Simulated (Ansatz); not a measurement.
A surface is cut from this relaxed crystal of Pt:

```xyz
1
Lattice="0.0000 1.9851 1.9851 1.9851 0.0000 1.9851 1.9851 1.9851 0.0000" Properties=species:S:1:pos:R:3 pbc="T T T"
Pt    0.0000    0.0000    0.0000
```

Miller indices refer to the conventional cell of Fm-3m (No. 225), a = 3.970 Å, b = 3.970 Å, c = 3.970 Å, α = 90.00°, β = 90.00°, γ = 90.00°.

The (111) slab of 5 planes, 9.2 Å thick with 15 Å of vacuum as cut; outer planes Pt (top) and Pt (bottom).

All numbers below come from Ansatz, DFT PBE, scalar-relativistic, plane waves, PAW. Plane waves to 420 eV, a k mesh through Γ of 12×12×1 on the computed 5-atom cell and Gaussian smearing (0.10 eV); no spin polarisation. The cell repeats along c with a dipole correction in the vacuum.

Results for the relaxed slab:

For the relaxed slab, the surface energy (mean of both faces) is 1.49 J/m². The work function is 5.69 eV.

Relaxation lowers the energy by 0.008 J/m² a face; the largest move is 0.026 Å.

```
plane (bottom to top)  atoms  spacing to next, bulk (Å)  relaxed (Å)  change (%)
                    1     Pt                      2.292        2.311        +0.8
                    2     Pt                      2.292        2.266        -1.1
                    3     Pt                      2.292        2.266        -1.1
                    4     Pt                      2.292        2.311        +0.8
                    5     Pt
```

Slabs this thin can still miss converged surface energies by a few hundredths of a J/m² and work functions by about a tenth of an eV.

Spin-orbit coupling is left out, which matters for the bands of heavy elements.

Worked out: the slab's 5 atoms lie 1.272 eV above the same atoms in the bulk. Shared over two faces of 6.83 Å² this is 93.2 meV/Å², and 1 eV/Å² is 16.02 J/m², which gives 1.49 J/m². The cut crosses 3 bonds a cell (neighbours within 10 % of the shortest distances), so each costs 0.42 eV on this count.

The close-packed face barely relaxes, but its outer spacing opens by 0.8 %, whereas most metal surfaces contract. This expansion is a known feature of Pt(111). Measured from the slab's centre, however, it comes from the second plane moving inward, while the outermost plane stays almost in place. With no bulk-like spacing left in the middle, the inner contraction can't be assigned to a single isolated surface.

The cost of 0.42 eV per cut bond is well below an equal share of platinum's cohesive energy. Metallic bonding isn't pairwise additive: as surface atoms lose neighbours, their d electrons strengthen the remaining bonds and recover part of the loss. The surface energy is also clearly below estimates derived from experiment, probably because the semilocal functional underestimates the exchange-correlation contribution at a metal surface. The high work function fits platinum's deep Fermi level, set by a nearly filled 5d band, and the dense, smooth termination, which limits the charge smoothing that lowers it on more open faces.
